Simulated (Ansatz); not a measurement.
## In2Au: the change of pressure with volume scale

Periodic Kohn-Sham DFT of a crystal at fixed atoms, scaled to volume_scale times the given cell; pressure positive in compression, energy less spherical unpolarised free atoms, largest_vzz the field gradient of largest size among the nuclei. The results are calculated, by Ansatz 0.2.0.

The cell before it is scaled or strained (space group Fm-3m, No. 225):
```
cell vectors (Å)
   0.0000     3.2510     3.2510
   3.2510     0.0000     3.2510
   3.2510     3.2510     0.0000
atoms (fractions of the cell vectors)
In  0.25000  0.25000  0.25000
In  0.75000  0.75000  0.75000
Au  0.00000  0.00000  0.00000
```

Settings of every row: method frozen-core PAW; functional LDA; relativity scalar; k mesh 10x10x10; filling fermi-dirac; smearing width 0.05 eV; wave cutoff 420 eV; paw set soft_2.

Atom start moment: 0 on all atoms.

Limits: PAW files made with PBE; no spin-orbit coupling on heavy atoms.

```
row  volume scale  V (Å³/atom)  pressure (GPa)
  1          0.94       21.532           3.865
  2          0.96        21.99           1.861
  3          0.98       22.448           0.133
  4          0.99       22.677          -0.631
  5             1       22.907          -1.337
  6          1.01       23.136          -1.994
  7          1.02       23.365               ?
  8          1.04       23.823          -3.752
  9          1.06       24.281          -4.743
```

Question: what pressure should row 7 give?

Worked fit of pressure. Take u = (V_r/V)^(2/3) − 1 with V_r = 22.792 Å³ an atom, which is twice the finite (Eulerian) strain; such expansions in the strain, on which the Birch-Murnaghan equation of state is built, carry the rest volume and the bulk modulus. The shown rows have u = 0.03864, 0.02417, 0.01019, 0.00338, -0.00335, -0.00994, -0.02906, -0.04131. Least squares give pressure = −0.9896 + 106.133 × u + 439.1 × u² + 1714 × u³ GPa; a parabola predicts inner rows, each left out in turn, worse (root mean square 0.027 against 0.01 GPa). The rows lie off it by -0.001, 0.005, -0.006, -0.005, 0.003, 0.009, -0.007, 0.002 (root mean square 0.0054 GPa). The pressure vanishes at u = 0.0090, or V = 22.49 Å³ an atom, and there the bulk modulus at fixed shape and fractions is B = −V dP/dV = (2/3)(1 + u) dP/du = 77 GPa. The withheld row has u = -0.01642, so the fit gives −0.9896 + 106.133 × (-0.01642) + 439.1 × (-0.01642)² + 1714 × (-0.01642)³ = -2.622 GPa.

The calculation gave -2.613 GPa. The fit lies 0.009 GPa (0.1 % of the column's range) below it; its largest miss of a shown row is 0.009 GPa.
